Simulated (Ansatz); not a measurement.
Ta3Ru2: do energies and stresses tell the same story?

The calculation used Ansatz 0.2.0, DFT PBEsol, scalar-relativistic, plane waves, PAW.

Plane waves to 420 eV, a k mesh through Γ of 12×12×4 on the computed 10-atom cell and Gaussian smearing (0.10 eV); no spin polarisation.

Relaxed cell: P4/mmm, a = 3.189 Å, b = 3.189 Å, c = 15.636 Å, α = 90.00°, β = 90.00°, γ = 90.00°, 10 atoms in the primitive cell. Whether it is the stable form of this composition wasn't checked.

Energies at zero smearing and pressures from the stress tensor, at volumes with shape and atoms relaxed:
```json
{"V (Å³/atom)": "13.993", "E − E(first) (meV/atom)": "0.00", "P (GPa)": "43.04"}
{"V (Å³/atom)": "14.470", "E − E(first) (meV/atom)": "-107.60", "P (GPa)": "29.67"}
{"V (Å³/atom)": "14.947", "E − E(first) (meV/atom)": "-178.48", "P (GPa)": "18.23"}
{"V (Å³/atom)": "15.424", "E − E(first) (meV/atom)": "-217.81", "P (GPa)": "8.41"}
{"V (Å³/atom)": "15.901", "E − E(first) (meV/atom)": "-230.00", "P (GPa)": "0.00"}
{"V (Å³/atom)": "16.378", "E − E(first) (meV/atom)": "-218.94", "P (GPa)": "-7.20"}
{"V (Å³/atom)": "16.855", "E − E(first) (meV/atom)": "-188.05", "P (GPa)": "-13.33"}
{"V (Å³/atom)": "17.491", "E − E(first) (meV/atom)": "-121.05", "P (GPa)": "-20.12"}
```

**Question.** Check P = −dE/dV between neighbouring volumes, and get the bulk modulus from the pressures alone.

**Answer.** With 1 eV/Å³ = 160.2 GPa:
```tsv
middle V (Å³/atom)	−ΔE/ΔV (GPa)	mean P (GPa)
14.231	36.139	36.355
14.708	23.806	23.951
15.185	13.212	13.323
15.662	4.093	4.205
16.139	-3.716	-3.602
16.616	-10.374	-10.266
17.173	-16.878	-16.729
```

The two differ by 0.22 GPa at most. The mean of two end pressures misses the average over a step by about ΔV² P″/12, up to 0.17 GPa here; with that taken off 0.05 GPa remains. The stress is the derivative of the free energy, not of the energy at zero smearing, and with free energies 0.01 GPa remains. Around V = 15.901 Å³/atom, the two neighbours give B = −V ΔP/ΔV = 15.901 × 15.61 / 0.954 = 260.2 GPa, against B0 = 258.6 GPa from the Birch–Murnaghan fit of the energies.

Spin-orbit coupling is left out, which matters for the bands of heavy elements.

A ferromagnetic start lost its moments in a first run, so spin was left out; other magnetic orders weren't tried.

Energies and stresses do tell the same story: the small mismatch comes mostly from averaging a curved pressure function and from comparing a free-energy derivative with zero-smearing energies. The mean pressure lies above the energy slope in every interval, as expected for a convex P(V) curve. The bulk modulus of 260.2 GPa from the pressures slightly exceeds the fitted 258.6 GPa, probably because a finite central difference overestimates the slope of a curve that flattens on expansion.

That flattening reflects anharmonic bonding. Compression sharply raises the kinetic energy and the overlap repulsion, whereas expansion weakens the d–d overlap and with it the restoring force. The high stiffness itself fits a transition-metal alloy in which electron-poor Ta and electron-rich Ru together bring the d band near half filling, so that mainly bonding states are occupied. This band-filling picture is an inference, not something the equation of state resolves. The agreement establishes internal consistency, not the accuracy of the functional for the real alloy's stiffness.
